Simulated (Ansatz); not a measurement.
## Isomers of C2H6FIn

2 of its isomers, all singlets with charge 0: A = `[CH3][In]([CH3])[F]`; B = `C[CH2][InH][F]`.

Shapes, held fixed at every level: PBE0-D4/def2-TZVP. Flexible molecules stand in one conformer, not always the lowest. Programs: Ansatz 0.2.0.

Electronic energies in kJ/mol, without zero-point or thermal terms.

**Question.** Which isomer should be the most stable, and roughly by how much?

**Answer.** A < B in rising energy, over a span of 46 kJ/mol, by CCSD(T)/def2-TZVPP. All levels agree on that. The B − A difference spans +31.3 to +46.8 kJ/mol over the levels. For atoms past krypton def2 sets carry core potentials with scalar relativity. Outer-core shells of In are correlated in most correlated rows, in sets that cover them unevenly.

| level | kind | B − A |
| --- | --- | --- |
| HF/def2-SVP | Hartree–Fock | +31.3 |
| HF/def2-TZVPP | Hartree–Fock | +38.3 |
| SPW92/def2-TZVPP | LDA | +35.9 |
| r2SCAN-D4/def2-TZVPP | meta-GGA | +43.3 |
| wB97X-V/def2-TZVPP | range-separated hybrid | +40.5 |
| B2PLYP/def2-TZVPP | double hybrid | +46.8 |
| CCSD/def2-TZVPP | coupled cluster or CI | +45.0 |
| CCSD(T)/def2-TZVPP | coupled cluster or CI | +46.1 |

Dimethylindium fluoride lies clearly below its ethyl hydride isomer, and the order does not depend on the level of theory. Both molecules contain In(III) and keep the In–F bond, so fluorine's electronegativity alone does not explain the preference. Going from A to B exchanges a C–H and an In–C bond for a C–C and an In–H bond. The energy cost probably arises mainly because a C–H bond is stronger than a C–C single bond, with the change from In–C to In–H offsetting too little of that loss.

Hartree–Fock already gives the right order, but in the larger basis it puts the gap at +38.3 kJ/mol, against +46.1 with CCSD(T). Correlation therefore favours the dimethyl isomer, and the small step from CCSD to CCSD(T) suggests that connected triples matter little for this comparison. The preference applies to isolated monomers and does not establish the energy order in the condensed phase, where fluoride bridging between indium centres could contribute differently for the two isomers.
